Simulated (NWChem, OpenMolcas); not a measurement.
# Predicting a hybrid from its neighbours: GeCNClF

GeCNClF: 5 atoms, total charge 0, spin state doublet. As SMILES, `N#[C][Ge]([F])[Cl]`. Geometry: relaxed at PBE0-D4/def2-TZVP.

The dipole moment y, in D, basis cc-pVDZ; a is the functional's share of exact exchange. Programs: NWChem 7.3.0, OpenMolcas 26.06.

```
functional     program     a  y (D)
  U-r2SCAN  OpenMolcas     0   2.47
     UBLYP  OpenMolcas     0   2.32
    UB3LYP  OpenMolcas   0.2      ?
     UPBE0      NWChem  0.25   2.52
    UBHLYP  OpenMolcas   0.5   2.71
```

**Question.** Fit y = c + s·a to the known rows and predict UB3LYP.

**Answer.** 
1. Means of the 4 rows: a = 0.1875, y = 2.505.
2. Σ(Δa)² = 0.17188, Σ(Δa·Δy) = 0.10625, so the slope is 0.10625/0.17188 = 0.61816.
3. Intercept: 2.505 − (0.61816) × 0.1875 = 2.389. The largest residual of the fit is 0.081.
4. UB3LYP: 2.389 + (0.61816) × 0.2 = 2.51 D.

The run gave 2.50 D, so the prediction is off by +0.01 D, within the largest residual. More exact exchange makes the molecule more polar here. The rows mix families of semi-local functionals, which the line can't see.

The cleanest evidence for the effect of exact exchange is the series UBLYP, UB3LYP and UBHLYP, where the dipole moment rises from 2.32 through 2.50 to 2.71 D. The molecule is a germanium(III) radical whose electropositive centre carries three electron-withdrawing groups, so its dipole reflects both the polarity of these bonds and their incomplete cancellation. Exact exchange probably raises it by curbing the delocalisation of ligand charge back towards germanium.

The share of exact exchange is not the only control, however. U-r2SCAN, with none, already gives 2.47 D, close to UB3LYP and UPBE0, so the semi-local part matters on a comparable scale. The two functionals without exact exchange lie on opposite sides of the fitted line, and the close prediction therefore owes something to compensation between them. The fit supports interpolation for this molecule rather than a transferable slope, and without a reference dipole moment the larger values cannot be taken as the more accurate ones.
